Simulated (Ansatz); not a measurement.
A correction line for wB97M-V/def2-TZVPP: atomisation energy

The atomisation energy (no zero-point term) in kJ/mol of 7 Al-containing molecules: x at wB97M-V/def2-TZVPP, y at CCSD(T)/CBS estimate. Shapes, held fixed at every level: PBE0-D4/def2-TZVP. Flexible molecules stand in one conformer, not always the lowest. Programs: Ansatz 0.2.0.

| molecule | x (kJ/mol) | y (kJ/mol) |
| --- | --- | --- |
| CH7AlO (SMILES C[OH+][AlH3-]) | 3145 | 3151 |
| Al2N2H8 (SMILES [NH2+]1[AlH2-][NH2+][AlH2-]1) | 3796 | 3793 |
| AlH(CH3)2(NH3) | 4821 | 4812 |
| C3H9AlO (SMILES CC(C)=[O+][AlH3-]) | 5109 | 5095 |
| Al(CH3)2(OH)(OH2) | 5145 | 5153 |
| C4H12Al2F2 (SMILES C[CH2][AlH-]1[F+][AlH-]([CH2]C)[F+]1) | 7583 | ? |
| C6H20Al2N2 (SMILES [CH3][AlH-]1[N+](C)(C)[AlH-]([CH3])[N+]1(C)C) | 11144 | 11111 |

Task: Fit y = c + s·x to the known rows and predict y for C4H12Al2F2.

Result: 
1. Means of the 6 rows: x = 5526.67, y = 5519.2.
2. Σ(Δx)² = 41040057, Σ(Δx·Δy) = 40854732, so the slope is 40854732/41040057 = 0.99548.
3. Intercept: 5519.2 − (0.99548) × 5526.67 = 17.5. The largest residual of the fit is 14.
4. C4H12Al2F2: 17.5 + 0.99548 × 7583 = 7566 kJ/mol.

CCSD(T)/CBS estimate gives 7589 kJ/mol, so the prediction is off by -23 kJ/mol, more than the largest residual. Uncorrected, wB97M-V/def2-TZVPP misses it by -6 kJ/mol, and the other rows by 12 on average. The line makes this one worse. C6H20Al2N2 lies far out in x and weighs most in the slope. Left out in turn, the other rows are missed by 7 kJ/mol on average, so the withheld one doesn't follow the line. The CBS estimate extrapolates MP2 from def2-TZVPP and def2-QZVPP and adds CCSD(T) − MP2 in the triple-zeta set, cores frozen.

The line fails on the fluoride because total atomisation energy measures mainly how many bonds a molecule has, whereas the error of the functional depends on which bonds they are. wB97M-V overbinds all three nitrogen-containing molecules, most of all C6H20Al2N2, and slightly underbinds the methanol adduct and Al(CH3)2(OH)(OH2). The acetone adduct, which is overbound, shows that oxygen alone does not fix the sign. A slope below one therefore turns the overbinding of the largest amide-bridged ring into a general size effect and lowers the value for C4H12Al2F2, which is in fact slightly underbound.

No fitted molecule contains fluorine, so the line has no information on the strongly polar Al–F–Al bridges. Their contribution probably offsets part of the overbinding expected from the size of the molecule, though incomplete basis-set convergence for the compact, electron-rich fluorine could act in the same direction. The small uncorrected error may thus reflect cancellation between bond types, and a single fluoride cannot show whether it would carry over to others.
